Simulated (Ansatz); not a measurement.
CoO: the change of pressure with volume per atom

All results are calculated (Ansatz 0.2.0). Periodic Kohn-Sham DFT of a crystal at fixed atoms; pressure and stress are positive in compression; the energy is the free energy less that of spherical unpolarised free atoms; site moments are those in the method's own spheres, positive along +z.

Cell of the first row (space group Fm-3m, No. 225):
```
CELL_PARAMETERS angstrom
0.00000 2.09510 2.09510
2.09510 0.00000 2.09510
2.09510 2.09510 0.00000
ATOMIC_POSITIONS crystal
Co 0.00000 0.00000 0.00000
O 0.50000 0.50000 0.50000
```

Settings of every row: method frozen-core PAW; functional PBE; relativity scalar; k mesh 13x13x13; filling fermi-dirac; smearing width 0.08 eV; wave cutoff 420 eV; paw set soft_2.

Atom:
| element | start moment (bohr magneton) |
| --- | --- |
| Co | 2 |
| O | 0 |

Limits: semilocal functional can close the gap of open d or f salts; with one magnetic atom in the cell only parallel moments are possible.

| row | volume per atom (Å³) | pressure (GPa) | cell moment (bohr magneton) |
| --- | --- | --- | --- |
| 1 | 9.196 | 7.003 | 2.737 |
| 2 | 9.388 | 3.427 | 2.82 |
| 3 | 9.579 | ? | ? |
| 4 | 9.771 | -3.239 | 2.918 |
| 5 | 9.962 | -6.245 | 2.945 |

Question: what pressure should row 3 give?

Worked fit of pressure. Take u = (V_r/V)^(2/3) − 1 with V_r = 9.5795 Å³ an atom, which is twice the finite (Eulerian) strain; such expansions in the strain, on which the Birch-Murnaghan equation of state is built, carry the rest volume and the bulk modulus. The shown rows have u = 0.02761, 0.01355, -0.01311, -0.02576. Least squares give pressure = 0.0042 + 248.273 × u + 202.5 × u² GPa; a straight line predicts inner rows, each left out in turn, worse (root mean square 0.09 against 0.056 GPa). The rows lie off it by -0.010, 0.022, -0.023, 0.012 (root mean square 0.018 GPa). The pressure vanishes at u = -0.0000, or V = 9.58 Å³ an atom, and there the bulk modulus at fixed shape and fractions is B = −V dP/dV = (2/3)(1 + u) dP/du = 166 GPa. The withheld row has u = 3e-05, so the fit gives 0.0042 + 248.273 × (3e-05) + 202.5 × (3e-05)² = 0.012 GPa.

The calculation gave -0.006 GPa. The fit lies 0.018 GPa (300 % of the value, 0.14 % of the column's range) above it; its largest miss of a shown row is 0.023 GPa.

The other values of row 3: cell moment 2.878 bohr magneton.
